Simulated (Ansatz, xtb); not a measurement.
**Relative energy of two isomers of C3H8Si2**

Structure I: `C=C1[SiH2]C[SiH2]1`, a singlet. Structure II: `C=C1C[SiH2][SiH2]1`, a singlet. Both are isolated molecules in the gas phase, relaxed with PBE0-D3(BJ)/def2-SVP.

Quicker runs give these differences E(II) − E(I): GFN2-xTB −0.067 eV; HF/STO-3G +0.385 eV (at GFN2-xTB geometries); r2SCAN-D4/def2-SVP +0.418 eV (at GFN2-xTB geometries).

Estimate which is lower in electronic energy at CCSD(T)/def2-SVP + ΔMP2/def2-TZVPP, and by roughly how much.

The CCSD(T)/def2-SVP + ΔMP2/def2-TZVPP calculation puts structure I lower, by 0.520 eV.

Level by level:

| level | geometry | E(II) − E(I) (eV) | departure from the last row (eV) | job, with rough time for the two |
| --- | --- | --- | --- | --- |
| GFN2-xTB | GFN2-xTB | −0.067 | −0.586 | optimisation, 0.37 s |
| HF/STO-3G | GFN2-xTB | +0.385 | −0.134 | single point, 0.64 s |
| r2SCAN-D4/def2-SVP | GFN2-xTB | +0.418 | −0.101 | single point, 4.2 s |
| PBE0-D3(BJ)/def2-SVP | PBE0-D3(BJ)/def2-SVP | +0.370 | −0.149 | optimisation, 63 s |
| HF/def2-SVP | PBE0-D3(BJ)/def2-SVP | +0.562 | +0.042 | part of the CCSD(T) run |
| MP2/def2-SVP | PBE0-D3(BJ)/def2-SVP | +0.429 | −0.090 | part of the CCSD(T) run |
| CCSD(T)/def2-SVP | PBE0-D3(BJ)/def2-SVP | +0.384 | −0.135 | single point |
| CCSD(T)/def2-SVP + ΔMP2/def2-TZVPP | PBE0-D3(BJ)/def2-SVP | +0.520 |  | single point, 42 s |

As drawn, II has 1 C–C, 1 Si–Si in place of 2 C–Si.

GFN2-xTB puts the two in the other order. The largest departure from CCSD(T)/def2-SVP + ΔMP2/def2-TZVPP is that of GFN2-xTB, 0.586 eV. The last row adds to CCSD(T) the change of the MP2 difference between the two basis sets, here +0.135 eV, a large step that makes the value less sure.

With thermal terms from frequencies at re-optimised GFN2-xTB minima (ideal gas, soft modes damped towards free rotors, one conformer each, 298.15 K, 1 atm): on the last row, ΔE + ΔZPE = +0.528, ΔH = +0.530, ΔG = +0.510 eV.

The correlated steps freeze 13 core orbitals. Codes used: Ansatz 0.2.0, xtb 6.7.1; the last row on 2 threads of Intel(R) Xeon(R) Processor on a shared host.

The 1,3-disilacyclobutane ring of I is clearly favoured over its 1,2-isomer, and the reason lies mainly in the bonds exchanged. Both molecules keep a four-membered ring and an exocyclic C=C bond, but II trades two polar C–Si bonds for one C–C and one Si–Si bond. Carbon is much more electronegative than silicon, so alternating the two gives each C–Si bond an ionic contribution that the homonuclear pair lacks, and the strong C–C bond does not make up for the weak Si–Si one. Differences in ring strain and in silyl substitution at the alkene carbon probably modify this preference.

In the same basis, correlation narrows the Hartree–Fock gap without closing it. The reversed order from GFN2-xTB probably reflects an imbalance in its parametrised description of these bonds. Thermal terms barely alter the gap, so the preference is essentially electronic, not entropic. The total energies alone cannot separate bond exchange from strain; that would need strain-balanced reference reactions.
